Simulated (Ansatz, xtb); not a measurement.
**Relative energy of two isomers of C4H4BBrO**

Structure I is `Bc1occc1Br`, a singlet and structure II is `Bc1coc(Br)c1`, a singlet. Both are isolated molecules in the gas phase, relaxed with PBE-D3(BJ)/def2-SVP; the shapes shown needn't be the lowest conformers.

I (Å):

```yaml
atoms:
  - { symbol: C, position_ang: [-0.8586, -0.4385, 0.2446] }
  - { symbol: C, position_ang: [-0.8265, 1.6115, -0.6218] }
  - { symbol: C, position_ang: [0.5056, 1.2542, -0.5121] }
  - { symbol: C, position_ang: [0.4797, -0.0541, 0.0410] }
  - { symbol: B, position_ang: [-1.5287, -1.6818, 0.7902] }
  - { symbol: Br, position_ang: [1.9919, -1.0842, 0.4292] }
  - { symbol: O, position_ang: [-1.6386, 0.6389, -0.1862] }
  - { symbol: H, position_ang: [-0.8365, -2.6072, 1.1596] }
  - { symbol: H, position_ang: [-2.7396, -1.7380, 0.8515] }
  - { symbol: H, position_ang: [-1.3131, 2.5224, -0.9913] }
  - { symbol: H, position_ang: [1.3826, 1.8472, -0.7894] }
```

II (Å):

```
atom    x (Å)    y (Å)    z (Å)
   C  -0.7978  -0.3445   0.1328
   C  -1.4260   0.8465  -0.2193
   C   0.7162   1.2765  -0.2971
   C   0.6217  -0.0378   0.0750
   B  -1.5167  -1.6471   0.4880
  Br   2.1675   2.4055  -0.5884
   O  -0.5324   1.8265  -0.4796
   H  -0.8892  -2.6461   0.7844
   H  -2.7336  -1.6822   0.4720
   H  -2.4812   1.1246  -0.3202
   H   1.4529  -0.7179   0.2860
```

Energies in hartree; the thermal terms are from GFN2-xTB frequencies at re-optimised GFN2-xTB minima (ideal gas, soft modes damped towards free rotors, one conformer each, 298.15 K, 1 atm) and include the zero-point energy:

|  | I | II |
| --- | --- | --- |
| E, CCSD(T)/def2-SVP | −2826.292970 | −2826.287834 |
| E, MP2/def2-SVP | −2826.222082 | −2826.215904 |
| E, MP2/def2-TZVPP | −2827.045501 | −2827.039546 |
| zero-point energy | 0.069241 | 0.068869 |
| H(298 K) − E | 0.076883 | 0.076694 |
| G(298 K) − E | 0.037449 | 0.036846 |

Q: Correct the CCSD(T) difference for the basis set by the MP2 change, then work out ΔE, ΔE₀, ΔH and ΔG for I → II in kJ/mol (1 Eh = 2625.50 kJ/mol) and the equilibrium ratio [II]/[I].

A: 1. Differences II − I: CCSD(T) +0.005136, MP2 in the small set +0.006178, MP2 in the large set +0.005955 Eh.
2. ΔE = +0.005136 + (+0.005955 − (+0.006178)) = +0.004913 Eh = +12.90 kJ/mol.
3. ΔE₀ = ΔE + ΔZPE = +0.004913 + (−0.000372) Eh = +11.92 kJ/mol.
4. ΔH = ΔE + (−0.000189) Eh = +12.40 kJ/mol.
5. ΔG = ΔE + (−0.000603) Eh = +11.32 kJ/mol, so ΔS = (ΔH − ΔG)/T = +3.6 J/(mol K).
6. kT = 0.9442 mEh, so K = [II]/[I] = exp(−ΔG/kT) = exp(−4.56) ≈ 0.01.

Structure I is favoured at this temperature. An error of 4 kJ/mol in ΔG would change K by a factor of 5. Mirror images and further conformers aren't counted.

As drawn, both hold the same kinds of bond in the same numbers.

Other levels gave ΔE = +18.6 (GFN2-xTB); +8.5 (HF/STO-3G, GFN2-xTB geometries); +20.4 (r2SCAN-D4/def2-SVP, GFN2-xTB geometries); +20.3 (PBE-D3(BJ)/def2-SVP); +7.0 (HF/def2-SVP); +16.2 (MP2/def2-SVP); +13.5 (CCSD(T)/def2-SVP) kJ/mol. The correlated steps freeze 15 core orbitals; the filled d shell of Br is correlated, in a basis made for valence electrons. Programs: Ansatz 0.2.0, xtb 6.7.1.

The 2-boryl-3-bromofuran (I) lies below the 4-boryl-2-bromofuran (II) by 12.90 kJ/mol, and this preference is almost wholly electronic, since the thermal terms only trim it slightly. The likely cause is π donation into the empty boron p orbital. In both isomers the BH2 group is coplanar with the ring, but in I it sits on the α carbon, where the furan HOMO has its largest amplitude, and bromine can donate to it through the shared C=C bond. In II the two substituents are in a meta-like relation that lacks this push-pull path. The shorter C–B bond and longer adjacent C=C bond in I fit this picture.

Every level listed puts I lower. Hartree–Fock gives a much smaller gap than CCSD(T) in the same basis, so correlation favours I, while the density functionals give a larger one, perhaps because they overstate delocalisation. The comparison moves both substituents at once, so it can't separate boron's own site preference from that of bromine or from their mutual interaction.
